**Q:** I have the computed energy bands of rhodium metal, condensed into a density of states. Which electrons sit at the Fermi level, the energy up to which the bands are filled?

Density of states of dhcp rhodium (a = 2.689, c = 8.777 Å), computed with Ansatz 0.2.0: r2SCAN, plane-wave PAW, scalar-relativistic, no spin polarisation, cutoff 500 eV, k mesh 18×18×6, Gaussian smearing 0.1 eV. The densities use tetrahedra on a 27×27×9 mesh and are averaged over 0.2 eV bins; energies are from the Fermi level, and orbital parts are Löwdin projections summed over atoms.

| energy (eV) | density of states total (states/eV/cell) | DOS Rh 4d (states/eV/cell) | DOS Rh 5s (states/eV/cell) | DOS Rh 4p (states/eV/cell) |
| --- | --- | --- | --- | --- |
| -7.95 | 0.11 | 0 | 0.110 | 0.00000 |
| -7.55 | 0.21 | 0 | 0.200 | 0.00000 |
| -7.15 | 0.30 | 0.01 | 0.280 | 0.00000 |
| -6.75 | 0.42 | 0.03 | 0.370 | 0.01000 |
| -6.35 | 1.66 | 1.07 | 0.570 | 0.01000 |
| -5.95 | 5.09 | 3.94 | 1.100 | 0.03000 |
| -5.55 | 7.64 | 6.61 | 0.960 | 0.04000 |
| -5.15 | 7.11 | 6.32 | 0.710 | 0.05000 |
| -4.75 | 4.28 | 3.98 | 0.240 | 0.03000 |
| -4.35 | 3.74 | 3.51 | 0.170 | 0.03000 |
| -3.95 | 5.88 | 5.46 | 0.320 | 0.03000 |
| -3.55 | 5.64 | 5.32 | 0.240 | 0.03000 |
| -3.15 | 6.54 | 6.13 | 0.280 | 0.03000 |
| -2.75 | 8.25 | 7.77 | 0.360 | 0.03000 |
| -2.35 | 6.28 | 5.80 | 0.350 | 0.03000 |
| -1.95 | 5.62 | 5.23 | 0.270 | 0.02000 |
| -1.55 | 4.46 | 4.15 | 0.210 | 0.01000 |
| -1.15 | 5.56 | 5.26 | 0.200 | 0.01000 |
| -0.75 | 4.71 | 4.47 | 0.160 | 0.01000 |
| -0.35 | 4.89 | 4.66 | 0.160 | 0.01000 |
| 0.05 | 5.59 | 5.38 | 0.160 | 0.00000 |
| 0.45 | 7.56 | 7.33 | 0.190 | 0.00000 |
| 0.85 | 3.90 | 3.62 | 0.240 | 0.00000 |
| 1.25 | 0.90 | 0.54 | 0.300 | 0.00000 |
| 1.65 | 0.90 | 0.45 | 0.350 | 0.00000 |
| 2.05 | 0.91 | 0.40 | 0.390 | 0.00000 |
| 2.45 | 0.94 | 0.35 | 0.420 | 0.00000 |
| 2.85 | 0.97 | 0.31 | 0.430 | 0.00000 |
| 3.25 | 0.92 | 0.26 | 0.430 | 0.00000 |
| 3.65 | 0.87 | 0.21 | 0.410 | 0.00000 |
| 4.05 | 0.85 | 0.18 | 0.400 | 0.00000 |
| 4.45 | 0.90 | 0.16 | 0.400 | 0.00000 |
| 4.85 | 0.87 | 0.13 | 0.360 | 0.00000 |
| 5.25 | 0.83 | 0.11 | 0.340 | 0.00000 |
| 5.65 | 0.86 | 0.10 | 0.320 | 0.00000 |

**A:** Almost purely 4d electrons. Each density counts the states per electronvolt in a cell of four atoms, both spins together, and the DOS columns sort them by atomic orbital. In row 0.05, the row at the Fermi level, 4d supplies 96 % of the total. The electrons that take up a little heat are therefore mostly d electrons.

**Q:** Rhodium has 5s electrons too. Why are they so outnumbered?

**A:** There are fewer 5s states, and they are spread over a wider range. A 4d orbital is compact and overlaps only modestly with its neighbours, so the ten 4d states of each atom crowd into a band several electronvolts wide. The 5s orbital is large and overlaps strongly, so its two states per atom stretch over the whole table and beyond its last row. 5s exceeds 4d only where d states are scarce: at the very bottom, where it makes up 88 % of a very small total in row -6.75, and again from row 2.45 upwards.

**Q:** Does the d band have a clear upper end?

**A:** Yes, about 1 eV above the Fermi level. The total drops from 7.56 in row 0.45 to 0.90 in row 1.25, a factor of about eight. What remains is a thin, flat tail of broad bands. The Fermi level thus lies inside the d band but near its top, and this position matters when the element is changed.

**Q:** If 5s forms one broad band, its density should be smooth. Why does it peak at -5.95 eV and then nearly vanish?

**A:** Because the broad s band and the narrow d band would cross, and where their states have the same symmetry they mix instead. Mixing pushes them apart: the in-phase, bonding combinations go down and the out-of-phase ones go up. The s character should then gather at the bottom of the d band and again above it, and be thin in between. DOS Rh 5s does this: it reaches 1.10 at the bottom, falls to its lowest value within the d band, 0.16, around the Fermi level, and recovers to 0.43 above the band.

A broad band also turns from s-like to p-like as the energy rises, which lowers the 5s share as well. That change alone would not bring 5s back above the d band, so mixing is the better explanation. The columns show where the s character sits; that the lower states are bonding and the upper ones antibonding is the argument from theory.

**Q:** Then is the 4p column the p-like part of these bands?

**A:** No, 4p is an inner shell, full and far below the energies listed. Its tiny entries are traces picked up by the projection. The p-like part of the broad bands would be 5p, which has no column here. Orbitals on neighbouring atoms can imitate some of it, and the remainder falls into the share of the total that no column claims. That share is small throughout the d band but reaches about half of the total in the last row, where 4d and 5s alone no longer describe the states.

**Q:** Can I count electrons with such a table?

**A:** Yes: multiply each total by the row spacing and add up to the Fermi level, counting only the part of row 0.05 that lies below zero. This gives 36.2 electrons, against the 36 that four atoms with nine valence electrons each must have. The same sum over 4d gives about 8.2 electrons per atom, as does the calculation's own orbital count. The total is a firm number, whereas its division into 4d and 5s depends on how the orbitals are defined.

**Q:** What would change if I replaced rhodium by palladium, its right-hand neighbour?

**A:** Palladium has one more electron per atom, which must go into the lowest empty states. The simplest estimate keeps the rhodium bands fixed and pours in four more electrons per cell. Row 0.05 stands for energies up to 0.25 eV, halfway to the next row, and the remaining electrons enter at the density of row 0.45. The Fermi level then rises by

$$\Delta E = 0.25 + \frac{4 - 0.25\times 5.59}{7.56} \approx 0.6\ \text{eV}.$$

The shift is small because d states are plentiful: a dense band takes up many electrons for little energy. The new level lies on the steep upper edge of the d band, which is still not full. How high the density is there cannot be read off, since it falls from 7.56 to 3.90 between the two nearest rows. The program's output below repeats this filling for other electron counts.

**Q:** And with two more electrons, as in silver?

**A:** Of these second electrons, one per atom, only about half still fit into the d band. The rest must enter the thin tail, so the same estimate raises the level by 3.2 eV in all. This is why the density at the Fermi level is high in metals just before the end of the d series and low in silver. Here the fixed bands are also at their weakest. Silver's larger nuclear charge pulls its 4d states down and shrinks the orbitals. Its real d band is therefore narrower, and the upper edge of that band lies deeper below the Fermi level than this filling suggests. That the d band ends up full and below the Fermi level can be trusted, the distance cannot.

**Q:** Which digits should I believe, and would other settings change them?

**A:** At the Fermi level, the first digit is the safest. Row 0.05, an average over its bin, gives 5.59, and the run's value exactly at the Fermi level is 5.66, so averaging alone already touches the second digit. How far a denser k mesh or another functional would move the value, the table cannot tell. Peak heights deserve less trust, because each row averages over 0.2 eV while the rows lie 0.4 eV apart, so a sharp peak can hide between them. Spin-orbit coupling, left out here, would rearrange the fine structure, and so would the cubic stacking that real rhodium prefers. The broad picture, a dense d band with the Fermi level near its top, rests on orbital size and electron count and should survive both.

Spin is a different matter. A high density at the Fermi level makes it cheap to move electrons from one spin to the other, which favours magnetism. This calculation kept the two spins equal, so its zero moment is an assumption and not a finding. The assumption fits real rhodium, which is not a ferromagnet.

Numerical output:

```
4d share of the total in row 0.05 (percent): 96.24
total density in row 0.05 per atom (states/eV): 1.397
density at the Fermi level from the run, above row 0.05 by (percent): 1.294
5s share of the total in row -6.75 (percent): 88.1
total in row 0.45 over total in row 1.25 (ratio): 8.4
highest 5s density over that in row 0.05 (ratio): 6.875
5s density in row 2.85 over that in row 0.05 (ratio): 2.688
largest unassigned density in rows -6.35 to 0.85 (states/eV/cell): 0.1
unassigned share of the total in row 5.65 (percent): 51.16
electrons below the Fermi level from the listed rows (per cell): 36.19
4d electrons below the Fermi level from the listed rows (per atom): 8.174
mean Loewdin 4d occupation of the run (per atom): 8.157
5s electrons below the Fermi level from the listed rows (per atom): 0.732
mean Loewdin 5s occupation of the run (per atom): 0.7634
4d states in all listed rows (per atom): 9.925
empty 4d states in the listed rows (per atom): 1.751
part of these in rows 1.25 and higher (per atom): 0.32
centre of the 4d density over all listed rows (eV from the Fermi level): -2.427
Fermi level shift in fixed bands, one electron an atom more (eV): 0.5942
Fermi level shift in fixed bands, two electrons an atom more (eV): 3.235
Fermi level shift in fixed bands, one electron an atom fewer (eV): -0.8059
```
